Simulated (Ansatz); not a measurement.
Method: DFT PBE, scalar-relativistic, plane waves, PAW (Ansatz). All cells share a 420 eV cutoff and Γ-centred k meshes spaced at most about 0.3 Å⁻¹ (about 0.25 or finer for metals, 2π included). Collinear spin in cells that started with moments and kept them past the coarse steps, no spin elsewhere.

Energies over the elements count from the elements' standard structures at the same level (N₂ as a molecule), with no fitted energy shifts.

A relaxed structure of MnAgC4N4 has 22.63 Å³/atom, +0.55 eV/atom against the elements, no gap on its mesh, a net moment of 0.40 μB/atom:

```xyz
10
Lattice="6.0943 0.0000 0.0000 0.0000 6.0943 0.0000 0.0000 0.0000 6.0943" Properties=species:S:1:pos:R:3 pbc="T T T"
Mn    3.0471    3.0471    3.0471
Ag    0.0000    0.0000    0.0000
C     1.2402    1.2402    1.2402
C     1.2402    4.8541    4.8541
C     4.8541    1.2402    4.8541
C     4.8541    4.8541    1.2402
N     1.9189    1.9189    1.9189
N     1.9189    4.1754    4.1754
N     4.1754    1.9189    4.1754
N     4.1754    4.1754    1.9189
```

Q: Predict cell, energy and gap of MnCuC4N4 with the same space group and Wyckoff sites.

A: MnCuC4N4 has a = 5.849 Å: 20.01 Å³/atom, +0.42 eV/atom against the elements, no gap on its mesh, a net moment of 0.40 μB/atom. The volume per atom changes by -11.6 % and the formation energy by -0.13 eV/atom (from unrounded values). Covalent radii: Ag 1.45 Å, Cu 1.32 Å; electronegativities 1.93 and 1.90. The cell follows the size of the atom. Mn has 4 N at 1.96 Å; Cu has 4 C at 1.93 Å; around C lie 1 N at 1.18 Å and 1 Cu at 1.93 Å; N has 1 C at 1.18 Å and 1 Mn at 1.96 Å.

```
CELL_PARAMETERS angstrom
5.84894 0.00000 0.00000
0.00000 5.84894 0.00000
0.00000 0.00000 5.84894
ATOMIC_POSITIONS crystal
Mn 0.50000 0.50000 0.50000
Cu 0.00000 0.00000 0.00000
C 0.19063 0.19063 0.19063
C 0.19063 0.80937 0.80937
C 0.80937 0.19063 0.80937
C 0.80937 0.80937 0.19063
N 0.30667 0.30667 0.30667
N 0.30667 0.69333 0.69333
N 0.69333 0.30667 0.69333
N 0.69333 0.69333 0.30667
```

The two cells were relaxed from separate starts that ended on the same group and sites; neither need be the stable form of its compound. In such compounds of Cu and Mn a zero gap at this level may well be an artefact, since no Hubbard U is applied. The reference form of C is held partly by dispersion forces, which this level lacks. The magnetic state reached may not be the lowest. Cells relaxed within their symmetry can be saddle points. Some types were kept out of the candidates beforehand, so the set may lack a known form.

Replacing Ag with Cu shortens mainly the metal-carbon bond; the Mn–N and C–N distances barely change. The cyanide bridge thus acts as a rigid spacer, and the contraction reflects the more compact 3d shell of Cu compared with the 4d shell of Ag. The nearly equal electronegativities offer little alternative explanation. Stronger Cu–C bonding probably also contributes to the less positive formation energy, in which the carbon and nitrogen references cancel between the two compounds. Both values remain positive, as is common for cyanides measured against the very stable N₂ and graphite.

Summed over the formula unit, the moment of 0.40 μB/atom fits high-spin Mn(III) beside closed-shell Cu(I) or Ag(I). In the tetrahedral nitrogen field this leaves the Mn t₂ shell partly filled, which suggests that the missing gap stems partly from orbital degeneracy imposed by the cubic site. A Jahn-Teller distortion could lift it, so the results do not establish either compound as an intrinsic metal.
